Take an atom from one site on a crystal surface to the identical site one lattice vector away, and the natural guess is a single hill with its top halfway. A platinum atom on graphene does something else. Its energy climbs, falls almost back to the starting level near the middle of the path, climbs again and returns to zero.

Ansatz 0.2.0, PBE with plane waves and PAW (420 eV cutoff, 2×2×1 k mesh, Gaussian smearing of 0.02 eV), without spin polarisation or dispersion correction. Climbing-image nudged elastic band for a Pt atom moving by one lattice vector on a 3×3 graphene cell, with five images between relaxed ends. Band forces are largest components, with a limit of 0.05 eV/Å.

```csv
row,energy over the start (eV),path length (Å),band force (eV/Å)
1,0.000,0.000,n/a
2,0.076,0.325,0.011
3,0.179,0.650,0.025
4,0.019,1.123,0.006
5,0.079,1.596,0.007
6,0.146,2.069,0.007
7,0.000,2.541,n/a
```

The zero in the last row is no discovery, because the two ends are the same site by symmetry. What calls for an explanation is the dip in row 4, at only 0.019 eV. A single smooth hill as high as the computed top would stand at about 0.17 eV there. The two humps also look unequal, 0.179 eV in row 3 against 0.146 eV in row 6, as if the second hop were easier.

The dip follows from where platinum sits. At both ends it rests on a bridge site, above the middle of a carbon–carbon bond and close to two carbon atoms. The lattice vector of this hop runs along a zigzag chain of carbon atoms, and one such step covers two bonds of the chain. Halfway along the path there is therefore another bridge site, equivalent to the first, and the journey consists of two hops from bond to neighbouring bond.

Neighbouring bonds of the chain share one carbon atom, and platinum pivots past it. During the pivot it stays close to the shared atom while it exchanges its other partner. The top of each hump should lie where the exchange is half done, beside the shared carbon. The computed top agrees with this: row 3 lies within 0.02 Å of the quarter point of the path. On the path found, platinum cuts the corner somewhat: the path is too short to lead squarely over the lattice position of the carbon atom. The length alone does not tell how far to the side it passes, and the band stopped after seven iterations.

Why this point is high is a matter of bonding, which theory argues and these energies alone do not prove. Above a bond, the platinum d states overlap with the $\pi$ and $\pi^*$ states of a carbon pair, much as in a complex of a metal with an alkene. Beside a single carbon atom, part of that two-centre overlap is lost, and the energy rises. On this view the rise stays modest because platinum exchanges one carbon partner without letting go of the other.

The symmetry also gives the shape of the barrier. The energy must repeat after half the path and must be mirrored about the top of each hump. The simplest wave that does both is

$$E(x)=\frac{E_\mathrm{top}}{2}\left[1-\cos\frac{2\pi x}{h}\right],$$

where $x$ is the path length up to an image, $h$ is half of the whole path, 1.27 Å, and $E_\mathrm{top}$ is the energy of row 3. Nothing is fitted beyond taking the height from that one row.

Row 6, which played no part in setting the height, makes a fair test. It lies $2.541-2.069=0.472$ Å before the final bridge site. The angle in the cosine is then $2\pi\times0.472/1.27\approx2.33$, its cosine is about $-0.69$, and the energy comes out as $0.179\times1.69/2\approx0.151$ eV. The band calculation gives 0.146 eV, so the lower second hump needs no lower barrier.

Row 6 is low because it is not at a summit. Only one image of the band, row 3, was driven uphill to the top, and row 6 stopped about 0.16 Å past the second summit. Where the two hops are sampled at matching points, in rows 2 and 5, their energies agree within 0.003 eV. Row 4 is a similar case: it lies 0.15 Å before the middle bridge site, so its energy belongs to the slope beside that site and does not measure a difference between sites.

The uneven spacing of the images has the same origin. The climbing image left its even position and moved back towards the first summit, which squeezed the images before it and stretched those after it. With even spacing it would have sat at about 0.13 eV by the cosine model, a quarter below the top. A band without a climbing image could thus have reported a clearly smaller barrier for the same surface.

The cosine is less good on the flanks. In rows 2 and 5 it lies too high by up to 0.017 eV, about a tenth of the barrier, which means that the real valleys are broader and the real tops narrower than those of a pure wave. The curvature test at the climbing image points the same way: though it did not settle, the negative curvature it found is steeper than the cosine would have at its top. Adding a second wave of half the period, with both heights fitted to all seven rows, brings every row within 0.003 eV. That describes the shape well, but two adjustable heights for five images between the ends are no test of the bonding argument. The analysis printed below gives both versions.

An alkali atom on graphene makes a useful contrast. It prefers the centre of a carbon ring, and the nearest equivalent centre is a full lattice vector away. The same displacement is then one elementary hop, and the naive single hill is what one expects. The number of humps is set by how many stable sites the path crosses, equivalent or not, so these sites have to be known first.

For platinum the barrier is about seven times the thermal energy at room temperature, a Boltzmann factor near $10^{-3}$. With a typical vibrational rate of roughly $10^{12}$ per second, an isolated atom would hop about a billion times a second. That rate is an order of magnitude at best: semilocal functionals tend to underrate barriers, and 0.1 eV more would slow the hopping nearly fiftyfold. Zero-point energy is left out, and the effects of the small cell, the coarse k mesh, the missing dipole correction, dispersion, spin polarisation and spin–orbit coupling on the barrier were not tested. The top is also not proven to be a true saddle point, so 0.179 eV is the highest point of the path that was found.

The practical rule is to treat a deep dip in a band as a sign that the ends are too far apart. Relax the atom from the image in the dip, see which site it falls into, and run a new band from the start to that site, with a second one from there to the end unless symmetry makes the two alike. For platinum on graphene this means going from one bond to the next, so that all images serve a single hump and the climbing image finds its only top. The full lattice vector is then two such hops in a row, and at the bridge between them the atom may also turn onto another bond.

Numerical output:

```
Two equal hops against the computed band:
  row  path length (angstrom)  distance to nearest bridge (angstrom)  computed energy (eV)  cosine model (eV)  model less computed (eV)
    1                       0                                      0                     0                  0                         0
    2                   0.325                                  0.325                 0.076            0.09276                   0.01676
    3                    0.65                                 0.6205                 0.179             0.1788                 -0.000238
    4                   1.123                                 0.1475                 0.019            0.02277                  0.003774
    5                   1.596                                 0.3255                 0.079            0.09298                   0.01398
    6                   2.069                                  0.472                 0.146             0.1514                  0.005382
    7                   2.541                                      0                     0                  0                         0
fit of en on 7 rows: coefficient of wave 0.1799 +/- 0.0016, coefficient of wave2 -0.01487 +/- 0.0015; rms 0.00152, worst 4 -0.00271, leave-one-out rms 0.00234
Straight distance of Pt from start to end (angstrom): 2.468
Excess of the path length over the straight distance (percent): 2.945
Sideways distance of the straight path from the carbon atom at the quarter point (angstrom): 0.3563
Largest sidestep at the quarter point that the path length allows (angstrom): 0.1509
Middle of the path (angstrom): 1.27
Distance of row 4 from the middle (angstrom): 0.1475
Row 3 position less the quarter point of the path (angstrom): 0.01475
Row 6 position less the three-quarter point of the path (angstrom): 0.1633
Image spacing before the climbing image (angstrom): 0.325
Image spacing after the climbing image (angstrom): 0.473
Even spacing of the same band (angstrom): 0.4235
Model energy of the third image at even spacing (eV): 0.1342
Energy of row 5 less row 2 (eV): 0.003
Energy of row 3 less row 6 (eV): 0.033
Single broad hump at row 4, a rival (eV): 0.1731
Largest miss of the cosine model (eV): 0.01676
Largest remaining band force (eV/angstrom): 0.025
Barrier over thermal energy at 300 K (ratio): 6.924
Boltzmann factor of the barrier at 300 K (ratio): 0.0009839
Slowing at 300 K if the barrier were 0.1 eV higher (factor): 47.85
```
